## Question

In an oxide such as AlGa3O6, metal ions and oxygen vibrate against each other at a few hundred cm⁻¹. Two magnitudes are worth carrying in the head. A vibrating metal ion here acts as a charge of about +3, and an oxygen ion as about −2. These are Born charges: the dipole produced when an ion moves, divided by the distance moved.

The table lists the vibrations of one ordered crystal, computed with a density functional. Phonon degeneracy is the number of modes that share a frequency. Phonon infrared intensity measures how strongly the whole level absorbs, in (debye/Å)²/amu. Four levels are concealed.

Zone-centre optical modes of AlGa3O6 (ordered corundum-type cell of 10 atoms, space group R3), relaxed and computed with PBEsol in Ansatz 0.2.0 by density-functional perturbation theory. Plane waves, PAW datasets made for PBE, cutoff 420 eV, k mesh 6×6×6. Frequencies are transverse (no longitudinal term); intensities are summed over each degenerate level.

| row | phonon frequency (cm⁻¹) | phonon degeneracy | phonon infrared intensity ((debye/Å)²/amu) |
| --- | --- | --- | --- |
| 1 | 166.0 | 1 | 0.513 |
| 2 | 224.6 | 2 | 0.266 |
| 3 | 231.9 | 1 | 7.30 |
| 4 | 254.4 | 2 | 1.14 |
| 5 | 288.1 | 1 | 28.0 |
| 6 | 311.4 | 2 | 19.4 |
| 7 | 330.4 | 2 | 12.1 |
| 8 | 393.5 | 2 | 5.77 |
| 9 | 436.5 | 1 | 5.26 |
| 10 | 438.6 | 2 | 11.1 |
| 11 | 470.5 | 1 | 0 |
| 12 | ? | ? | ? |
| 13 | ? | ? | ? |
| 14 | ? | ? | ? |
| 15 | ? | ? | ? |
| 16 | 618.6 | 1 | 0.100 |
| 17 | 676.9 | 2 | 0.149 |
| 18 | 686.5 | 1 | 0.011 |

Predict the frequency, degeneracy and intensity of rows 12 to 15, with error bars.

## Model answer

**Counting.** Ten atoms have 30 ways to move, and three of these merely shift the whole crystal. The threefold axis sorts the other 27 into nine single and nine double levels. The known rows contain seven of each, so the gap holds two single and two double levels. Their frequencies lie between those of rows 11 and 16.

**Frequencies.** Pure Ga2O3 with the same corundum structure serves as the parent crystal. When a crystal is changed gradually, levels of the same symmetry normally repel each other and keep their order. I therefore pair single with single and double with double, from the bottom up. This pairing is an assumption, because the table does not show which atoms move in a given mode.

For the four concealed rows the parent levels lie at roughly 470, 550, 570 and 570 cm⁻¹, as I recall them. Five single levels have parents that neither infrared nor Raman spectra show, so they have no measured partner and are left out. I take these to be rows 1, 9, 11, 16 and 18, which is a further assumption. A straight line through the other nine known rows gives

$$\text{frequency}\approx 33\ \text{cm}^{-1}+0.95\times\text{parent frequency}.$$

The error bar of 25 cm⁻¹ is about the typical miss when each fitted row in turn is predicted from the others. Row 8 fits worst, lying 49 cm⁻¹ above the line, while row 7, whose parent has nearly the same frequency, lies below it. Levels of the same symmetry that start so close together push each other apart, which may be part of the reason.

**Total intensity.** A simpler system shows what fixes the total. Take two ions with charges $+Z$ and $-Z$ on a spring. Their intensity is proportional to $Z^2(1/M_1+1/M_2)$, where $M_1$ and $M_2$ are the masses. The spring's stiffness sets the frequency but drops out of the intensity.

In a crystal with many modes, stiffness does decide how the intensity is shared among them, and there the analogy ends. The total along one axis stays fixed:

$$S=k^2\sum_a \frac{Z_a^2}{M_a}.$$

Here $a$ runs over the atoms of the cell, and $k=4.8$ debye/Å converts one elementary charge. Each charge is treated here as a single number, though in a crystal it depends somewhat on direction. The reason for the fixed total is geometrical. Each mode's intensity is the squared projection of one vector, with entries $Z_a/\sqrt{M_a}$, on the direction of that mode. Together with the three shifts of the whole crystal, the modes form a complete set of perpendicular directions, so the squares add up to the vector's squared length. The shifts themselves contribute nothing, because the charges sum to zero.

I take rough recalled charges of 3.0 for aluminium and 3.1 for gallium. Neutrality then gives oxygen a magnitude of $(3.0+3\times3.1)/6=2.05$. With rounded masses,

$$S\approx 4.8^2\left(\frac{3.0^2}{27}+\frac{3\times3.1^2}{70}+\frac{6\times2.05^2}{16}\right)\approx 23\times(0.33+0.41+1.58)\approx 53.$$

Oxygen supplies about two thirds of the sum, since it is light and there are six such atoms.

Single levels absorb light polarised along the threefold axis, and double levels absorb along the two axes across it. The known single levels already account for 41 of the 53, which leaves about 12 ± 8. The known double levels account for 50 of twice 53, which leaves about 57 ± 15. These margins correspond to charges that are wrong by about 7 %. Much of the absorption must therefore sit in the gap.

**Sharing it out.** Corundum has a centre of inversion, twofold axes and glide planes, which make the dipoles of many modes cancel. Only two single and four double levels of the parent absorb. In its spectra, as I recall them, the third absorbing double level is the strongest and the fourth is weak. Row 12 is paired with that third level, so I give it 85 % of the remaining double intensity. Row 13 is paired with the upper absorbing single level and gets 90 % of the remaining single intensity.

**Prediction.**

- Row 12: double, about 477 cm⁻¹ (470.5 to 502), intensity about 48 ± 15, the strongest level of all.
- Row 13: single, about 553 ± 25 cm⁻¹, intensity about 11 ± 8.
- Rows 14 and 15: one single and one double, order left open, both about 572 ± 25 cm⁻¹. The sharing leaves about 9 for the double level and 1 for the single. With the order open, I give each row the mean, about 5 (0 to 12).

## Computed values

The withheld rows as computed:

| row | phonon frequency (cm⁻¹) | phonon degeneracy | phonon infrared intensity ((debye/Å)²/amu) |
| --- | --- | --- | --- |
| 12 | 496.0 | 2 | 65.8 |
| 13 | 530.9 | 1 | 15.5 |
| 14 | 562.2 | 2 | 3.26 |
| 15 | 562.4 | 1 | 2.51 |

All four frequencies fall within their ranges, and the degeneracies are as predicted. Row 12 is indeed the strongest level. Its intensity of 65.8, however, lies just above the predicted range, which ended at 63. The other three intensities are within theirs.

## Remarks on the reasoning

**The frequencies are a weak test of the parent crystal.** Spacing the four levels evenly across the gap gives a typical miss of 14 cm⁻¹, against 16 cm⁻¹ for the parent line. A candidate who divided the gap into five equal steps would have done slightly better on this part. Equal steps, however, do not tell single from double levels or strong from weak ones. They also spread rows 14 and 15 apart, whereas the parent crystal places them together, as the calculation does. Those two rows agree to within 0.2 cm⁻¹, too closely for their order to be secure.

**The missed intensity has two sources.** With the concealed rows included, the single levels add up to 59. The double levels give 119, or again about 59 for each of their two axes. My estimate of 53 was thus about 10 % below the computed total in both directions. The Born charges computed for this crystal show why. Across the axis they are about 5 % larger than the recalled ones, and they enter squared. Along the axis they are only about 3 % larger. The rest comes from something the simple sum leaves out: an oxygen ion that moves across the axis also produces a small dipole along it.

Subtraction then enlarges the error. The same 10 % shortfall in the total becomes a shortfall of about a third in what is left for the single levels, because most of their intensity was already known. For row 12 it explains about 10 of the 17 units by which the prediction was low. The other 7 come from the sharing: row 12 takes 95 % of the concealed double intensity, where I had allowed 85 %. The error bar for this row was hardly wider than the doubt about the charges alone required, and it should have left more room for the sharing.

**Why strong and weak levels stand side by side.** Replacing a quarter of the gallium by aluminium, in this ordered pattern, removes the centre of inversion, the twofold axes and the glide planes, and leaves only the threefold axis. Every level is then allowed to absorb, but a level whose parent was dark gains only as much dipole as the new order gives it. The three highest levels fit this picture, each with an intensity below 0.2. So does row 11, whose zero is a very small value and not a ban by symmetry. Rows 3, 6, 9 and 10 show the limit of the picture: they too are paired with parents that are dark in the infrared, yet they reach 7.30, 19.4, 5.26 and 11.1. Aluminium and gallium carry nearly the same charge, so the exchange by itself creates little new dipole. It does change masses and forces, and this mixes levels that the symmetry of the parent kept apart. If the pairing is right, the four levels have borrowed most of their intensity in this way from absorbing levels. Because charges and masses fix the total, what they gain the others lose. Being allowed by symmetry does not tell how strong a level is.

**What to expect of a neighbouring crystal.** For another ordered mixture of these two oxides, first add up charge squared over mass, atom by atom. If the mixture keeps the corundum structure, look first at the few levels that descend from the absorbing levels of corundum, though other levels can take a good part of the intensity, as they do here. Aluminium is lighter than gallium and carries nearly the same charge, so each further aluminium atom in a cell of this size should raise the total by several per cent. The individual frequencies need the forces between the atoms, which this sum does not contain.

**What a film would show.** The table gives transverse frequencies. At normal incidence a thin film absorbs at those whose dipole lies in the plane of the film. The computed values may be somewhat shifted from those of a real film, since PBEsol is approximate, the PAW datasets were made for another functional, PBE, and thermal motion is left out. The ordered cell is itself a model and need not be the stable arrangement. In reflection from a thick sample, a strong level such as row 12 produces a broad band that extends upwards from its transverse frequency. A real film with aluminium and gallium mixed at random would also have broader lines than this ordered cell.

The output below gives the line fitted to the nine paired rows and the sum of charges and masses, each compared with the concealed rows.

The analysis program printed:

```
fit of y on 9 rows (par > 0): coefficient of w 32.7 +/- 18, coefficient of par 0.9455 +/- 0.05; rms 18.4, worst 8 -48.8, leave-one-out rms 25.8
  rows outside the fit (model, value, miss): 1 0, 0, 0; 9 0, 0, 0; 11 0, 0, 0; 12 477.1, 496, -18.9; 13 552.7, 530.9, 21.8; 14 571.7, 562.2, 9.45; 15 571.7, 562.4, 9.25; 16 0, 0, 0; 18 0, 0, 0
Even-spacing forecast for rows 12 to 15 in cm-1: 500.1, 529.7, 559.4, 589
Rms miss of the parent line on the withheld rows in cm-1: 15.89
Rms miss of even spacing on the withheld rows in cm-1: 13.54
Withheld rows within 25 cm-1 of the parent line: 4
Sum-rule estimate of intensity per axis in (debye/A)^2/amu: 53.48
Known intensity of single levels in (debye/A)^2/amu: 41.18
Known intensity of double levels in (debye/A)^2/amu: 49.92
Forecast hidden intensity of single levels in (debye/A)^2/amu: 12.29
Forecast hidden intensity of double levels in (debye/A)^2/amu: 57.03
Forecast intensity for rows 12 to 15 in (debye/A)^2/amu: 48.48, 11.07, 4.892, 4.892
Forecast less computed intensity for rows 12 to 15 in (debye/A)^2/amu: -17.32, -4.435, 1.632, 2.382
Computed hidden intensity of single levels in (debye/A)^2/amu: 18.01
Computed hidden intensity of double levels in (debye/A)^2/amu: 69.06
Share of all computed intensity in the withheld rows in percent: 48.87
```
